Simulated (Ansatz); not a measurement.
Rh: pressure and energy change per atom against volume scale

All results are calculated (Ansatz 0.2.0). Plane-wave DFT, scalar-relativistic PAW made under PBE with cores redone for the functional, no dispersion; the given relaxed cell is scaled uniformly, energy at zero smearing counts from the unscaled cell, pressure at the given Fermi-Dirac smearing is positive in compression.

The cell before it is scaled or strained (space group Fm-3m, No. 225):
```
cell vectors (Å)
   0.0000     1.8901     1.8901
   1.8901     0.0000     1.8901
   1.8901     1.8901     0.0000
atoms (fractions of the cell vectors)
Rh  0.00000  0.00000  0.00000
```

Settings of every row: spin polarised yes; functional PBEsol; wave cutoff 420 eV; smearing width 0.05 eV; k mesh 23x23x23.

Atom:
| element | starting moment (Bohr magneton) |
| --- | --- |
| Rh | 1 |

Limits: all rows lie far from zero pressure.

| row | volume scale | V (Å³/atom) | pressure (GPa) | energy change per atom (meV) |
| --- | --- | --- | --- | --- |
| 1 | 0.88 | 11.884 | 52.12 | 230.8 |
| 2 | 0.92 | 12.424 | 30.4 | 93.49 |
| 3 | 0.96 | 12.964 | 13.35 | 21.22 |
| 4 | 1.04 | 14.045 | -10.48 | 18.79 |
| 5 | 1.08 | 14.585 | -18.64 | 68.84 |
| 6 | 1.12 | 15.125 | ? | ? |

Largest site moment is 0 Bohr magneton in every row.

Question: what pressure and energy change per atom should row 6 give?

Worked fit of pressure. Take u = (V_r/V)^(2/3) − 1 with V_r = 12.964 Å³ an atom, which is twice the finite (Eulerian) strain; such expansions in the strain, on which the Birch-Murnaghan equation of state is built, carry the rest volume and the bulk modulus. The shown rows have u = 0.0597, 0.02877, 0, -0.05199, -0.07554. Least squares give pressure = 13.358 + 548.42 × u + 1670.2 × u² GPa; a straight line predicts inner rows, each left out in turn, worse (root mean square 3.4 against 0.19 GPa). The rows lie off it by 0.07, -0.12, -0.01, 0.16, -0.10 (root mean square 0.1 GPa). The pressure vanishes at u = -0.0265, or V = 13.5 Å³ an atom, and there the bulk modulus at fixed shape and fractions is B = −V dP/dV = (2/3)(1 + u) dP/du = 298 GPa. The withheld row has u = -0.09768, so the fit gives 13.358 + 548.42 × (-0.09768) + 1670.2 × (-0.09768)² = -24.28 GPa.

The calculation gave -24.97 GPa. The fit lies 0.69 GPa (2.8 % of the value, 0.9 % of the column's range) above it; its largest miss of a shown row is 0.16 GPa. This row lies beyond the range of the fit.

Worked fit of energy change per atom. Take u = (V_r/V)^(2/3) − 1 with V_r = 12.964 Å³ an atom, which is twice the finite (Eulerian) strain; such expansions in the strain, on which the Birch-Murnaghan equation of state is built, carry the rest volume and the bulk modulus. The shown rows have u = 0.0597, 0.02877, 0, -0.05199, -0.07554. Least squares give energy change per atom = 21.287 + 1670.14 × u + 30617.7 × u² meV; a straight line predicts inner rows, each left out in turn, worse (root mean square 63 against 1.8 meV). The rows lie off it by 0.68, -1.19, -0.07, 1.58, -1.00 (root mean square 1 meV). The withheld row has u = -0.09768, so the fit gives 21.287 + 1670.14 × (-0.09768) + 30617.7 × (-0.09768)² = 150.28 meV.

The calculation gave 143.23 meV. The fit lies 7.05 meV (4.9 % of the value, 3.3 % of the column's range) above it; its largest miss of a shown row is 1.58 meV. This row lies beyond the range of the fit.
